\section*{Carrier-number variance in freeze-out: system-size expansion, windowed sum or Monte Carlo}

\subsection*{Model and exact solution}
Closed volume $V$ with $N_D$ donors, $A$ compensating acceptors (always filled) and $N$ nondegenerate free electrons; $M=N_D-A$. Ionised donors $N+A$, neutral donors $M-N$. Rates of $N\to N\pm1$:
\begin{equation}
g=\rho K(M-N),\quad r=\rho N(N+A),\quad K=n_1V,\quad n_1=\frac{N_c}{g_D}e^{-E_D/kT}.
\end{equation}
Detailed balance, $P(N+1)\,r(N+1)=P(N)\,g(N)$, gives
\begin{equation}
P(N)=\frac1Z\binom{M+A}{M-N}\frac{K^N}{N!},\qquad Z=L_M^{(A)}(-K),
\label{exact}
\end{equation}
a generalised Laguerre polynomial. With $\theta=K\,d/dK$, $m=\langle N\rangle=\theta\ln Z$ and $\sigma^2=\langle\delta N^2\rangle=\theta m$. Summing detailed balance over $N$ gives $\langle N(N+A)\rangle=K(M-m)$, hence the exact Riccati equation
\begin{equation}
\sigma^2=\theta m=K(M-m)-m^2-Am .
\label{ric}
\end{equation}
Error below means $\epsilon=\sigma^2_{\rm method}/\sigma^2-1$ against \eqref{exact}. Work $W$ counts each arithmetic operation, root, logarithm, comparison or random number as one.

\subsection*{Si:P at 40 K}
Typical inputs: six valleys, $m_l=0.916$, $m_t=0.190$, $E_D=45.6$ meV, $1s(T_2)$ (three orbitals) and $1s(E)$ (two) at 11.7 and 13.0 meV above $1s(A_1)$. With $kT=3.4469$ meV: $N_c=12\sqrt{m_lm_t^2}\,(m_ekT/2\pi\hbar^2)^{3/2}=1.333\times10^{18}$ cm$^{-3}$, $g_D=2(1+3e^{-11.7/kT}+2e^{-13.0/kT})=2.293$, $n_1=1.04\times10^{12}$ cm$^{-3}$, rounded to $1.0\times10^{12}$. Assumed doping: $10^{14}$ cm$^{-3}$ donors, $10^{13}$ cm$^{-3}$ acceptors. With $V$ in $\mu$m$^3$: $K=V$, $A=10V$, $M=90V$.

\subsection*{Method A$_p$: system-size expansion}
Put $u=2m+K+A$ and $D^2=(K+A)^2+4KM$. Then \eqref{ric} reads $u^2=D^2+2K-2\theta u$ and $\sigma^2=(\theta u-K)/2$. Since $K,A,M\propto V$ and $\theta$ does not scale, expand $u=D+u_1+u_2+\dots$, $u_j\propto V^{1-j}$:
\begin{equation}
u_1=\frac{K-\theta D}{D},\quad u_2=-\frac{\theta u_1+u_1^2/2}{D},\quad u_3=-\frac{\theta u_2+u_1u_2}{D},
\end{equation}
\begin{equation}
\sigma^2=s_0+s_1+s_2+\dots,\qquad s_0=\tfrac12(\theta D-K),\quad s_j=\tfrac12\theta u_j .
\end{equation}
Lowest order: $m_0=(D-K-A)/2$ solves the mass-action law $m_0(m_0+A)=K(M-m_0)$; applying $\theta$ to its logarithm gives the linear-noise result
\begin{equation}
\frac1{s_0}=\frac1{m_0}+\frac1{m_0+A}+\frac1{M-m_0},
\label{lna}
\end{equation}
so $s_0<m_0$: sub-Poissonian. For $A=0$, $s_0=m_0(N_D-m_0)/(2N_D-m_0)$. For $A=0$, $M\to\infty$ at fixed $KM=y^2$ (intrinsic pairs), $Z\propto I_0(2y)$, $m=yI_1(2y)/I_0(2y)=y-\frac14-\frac1{32y}-\dots$, and $\sigma^2=\frac y2\,dm/dy=\frac y2+\frac1{64y}+\dots$: there $s_0=m_0/2$ and $s_1=0$.

A$_p$ keeps $s_0,\dots,s_p$, so $\epsilon\simeq-s_{p+1}/s_0\propto V^{-(p+1)}$. Work is independent of $V$. Counting $D$, $\theta D=K(K+A+2M)/D$ and the Leibniz recursions for the higher derivatives gives $W=12,24,48$ for $p=0,1,2$. In general $O(p^2)$ derivatives $\theta^lu_j$ are stored, each from a double sum: memory $O(p^2)$, work $O(p^4)$. Convergence in $p$ at fixed $V$ is not guaranteed.

For the model $D=21.9317\,V$, $m_0=5.4659\,V$, $s_0/m_0=0.705$, and
\begin{equation}
\sigma^2=3.85443\,V-0.02816-\frac{1.760\times10^{-3}}{V}-\frac{1.40\times10^{-4}}{V^2}-\dots
\end{equation}
Predicted errors: $7.3\times10^{-3}/V$, $4.6\times10^{-4}/V^2$, $3.6\times10^{-5}/V^3$. Against \eqref{exact}, summed until the omitted tail lies below the printed digits:
\begin{center}
\begin{tabular}{lcccc}
$V$ ($\mu$m$^3$) & exact $\sigma^2$ & A$_0$ & A$_1$ & A$_2$\\ \hline
0.1 & 0.33051 & $1.7\times10^{-1}$ & $8.1\times10^{-2}$ & $2.8\times10^{-2}$\\
1 & 3.8244 & $7.9\times10^{-3}$ & $5.0\times10^{-4}$ & $3.9\times10^{-5}$\\
10 & 38.516 & $7.4\times10^{-4}$ & $4.6\times10^{-6}$ & $3.7\times10^{-8}$\\
100 & 385.41 & $7.3\times10^{-5}$ & $4.6\times10^{-8}$ & $3.6\times10^{-11}$\\
\end{tabular}
\end{center}
At $V=0.1$ an order gains only a factor 2 to 3; there $m=0.384$ and $\sigma^2/m=0.861$.

\subsection*{Method B$_k$: windowed sum}
Sum over the $n$ integers $N\ge0$ with $|N-m_0|\le k\sqrt{s_0}$, upward from weight 1, by the ratio $K(M-N)/[(N+1)(N+1+A)]$. Weight update 7 operations, three running moments 6:
\begin{equation}
W_B=13n,\qquad n\simeq2k\sqrt{s_0}\propto kV^{1/2},
\end{equation}
memory $O(1)$; the fixed set-up is left out, which favours B. The full sum has $n=M+1\propto V$. For a Gaussian cut at $\pm k$ standard deviations, integration by parts gives
\begin{equation}
\epsilon_\infty(k)=-\sqrt{\frac2\pi}\,\frac{k\,e^{-k^2/2}}{\operatorname{erf}(k/\sqrt2)},
\end{equation}
so $k\simeq\sqrt{2\ln(1/|\epsilon|)}$ up to logarithmic corrections. The skewness $\theta^2m_0/s_0^{3/2}=0.28\,V^{-1/2}$ lifts the upper tail and spoils this law at large $k$ and small $V$. Entries $\epsilon$ ($n$):
\begin{center}
\begin{tabular}{lcccc}
$k$ & $V=0.1$ & $V=1$ & $\epsilon_\infty$ & $n$ at $V=100$\\ \hline
3 & $-4.9\times10^{-2}$ (3) & $-2.4\times10^{-2}$ (12) & $-2.7\times10^{-2}$ & 118\\
4 & $-2.8\times10^{-3}$ (4) & $-2.2\times10^{-3}$ (14) & $-1.1\times10^{-3}$ & 157\\
5 & $-2.8\times10^{-3}$ (4) & $-1.2\times10^{-4}$ (16) & $-1.5\times10^{-5}$ & 196\\
6 & $-7.4\times10^{-5}$ (5) & $-3.7\times10^{-6}$ (18) & $-7.3\times10^{-8}$ & 236\\
\end{tabular}
\end{center}

\subsection*{Method C: kinetic Monte Carlo}
Gillespie sampling of the jumps with time-weighted moments; memory $O(1)$; 18 operations per event (rates 5, waiting time and jump 7, moments 6). For $s_0\gg1$, $x=\delta N$ is Gaussian with relaxation time $\tau=1/(r'-g')=1/\rho D$, and $x^2$ has autocovariance $2s_0^2e^{-2|t|/\tau}$. Over a run of length $T\gg\tau$,
\begin{equation}
\epsilon_{\rm rms}^2=\frac2T\int_0^\infty2e^{-2t/\tau}dt=\frac{2\tau}{T}.
\end{equation}
Events occur at rate $2g(m_0)=2\rho Ds_0=2s_0/\tau$, so their number is $4s_0/\epsilon_{\rm rms}^2$ and
\begin{equation}
W_C=72\,s_0/\epsilon_{\rm rms}^2\propto V\epsilon_{\rm rms}^{-2}.
\end{equation}
Subtracting the sample mean adds a bias $-2\tau/T=-\epsilon_{\rm rms}^2$. For $\epsilon_{\rm rms}=10^{-2}$, $W_C=2.8\times10^6$ at $V=1$ and $2.8\times10^8$ at $V=100$; for $10^{-4}$, $2.8\times10^{10}$ at $V=1$.

\subsection*{Choice}
Cheapest among A$_0$ to A$_2$, the tabulated B$_k$, the full sum and C ($W$ in brackets), and best inside a budget:
\begin{center}
\begin{tabular}{lcccc}
 & $V=0.1$ & 1 & 10 & 100\\ \hline
$|\epsilon|<10^{-2}$ & B$_4$ (52) & A$_0$ (12) & A$_0$ (12) & A$_0$ (12)\\
$|\epsilon|<10^{-4}$ & B$_6$ (65) & A$_2$ (48) & A$_1$ (24) & A$_0$ (12)\\
$W\le30$ & A$_1$ & A$_1$ & A$_1$ & A$_1$\\
$W\le300$ & full sum (130) & B$_6$ (234) & A$_2$ & A$_2$\\
$W\le10^6$ & full sum & full sum (1183) & full sum & full sum ($1.2\times10^5$)\\
\end{tabular}
\end{center}
\begin{itemize}
\item A gains with $V$, B loses as $V^{1/2}$. They cross near one to a few carriers, between $V=0.1$ and 1.
\item $W\le30$, $V=0.1$: two terms of B give $\epsilon=-0.35$, worse than A$_1$.
\item $W\le300$ buys 23 terms, $k<2$ at $V=10$. At $V=100$, B$_4$ costs 2041 for an error near $10^{-3}$, where A$_0$ gives $7.3\times10^{-5}$ for 12.
\item C with $10^6$ operations reaches $1.7\times10^{-2}$ at $V=1$ and is never chosen here. Its use lies with several coupled trap species without detailed balance, where no product form like \eqref{exact} is available.
\end{itemize}

\subsection*{What the model omits}
Screening. With $n_0=5.47\times10^{12}$ cm$^{-3}$ free electrons, the screening density $n_s=n_0+(n_0+n_A)(n_D-n_A-n_0)/n_D$ ($n_D$, $n_A$ the dopant densities) is $1.85\times10^{13}$ cm$^{-3}$. The compiled static dielectric constant $\varepsilon_r=11.7$ (Ioffe Institute, 300 K) gives the Debye length $L=(\varepsilon_r\varepsilon_0kT/e^2n_s)^{1/2}=0.35$ $\mu$m and a Debye--H\"uckel lowering of $E_D$ by $\Delta=e^2/4\pi\varepsilon_r\varepsilon_0L=0.10\,kT$. Through $K\to Ke^{\Delta/kT}$ and $\theta\ln s_0=0.56$ this raises $s_0$ by about 6\%. Since $\Delta\propto n_s^{1/2}$ depends on $N$, $1/s_0$ in \eqref{lna} also loses $(\Delta/2kT)\,d\ln n_s/dN$, about 2\%. Neither estimate falls with $V$.

Surfaces. An oxide-bounded cube of 1 $\mu$m$^3$ with a typical midgap interface-trap density of $10^{10}$ cm$^{-2}$eV$^{-1}$ (higher near the band edge) has about 2 traps per $kT$ on its 6 $\mu$m$^2$, comparable to $s_0$. The count scales as $V^{2/3}$.

The Fano factor 0.705 is therefore the model's value, on typical and assumed inputs. For $V\ge1$ $\mu$m$^3$ the error of \eqref{lna} lies below these omissions, and A$_0$ at 12 operations is the choice for Si:P; with $m\lesssim1$ the sum of four or five terms replaces it.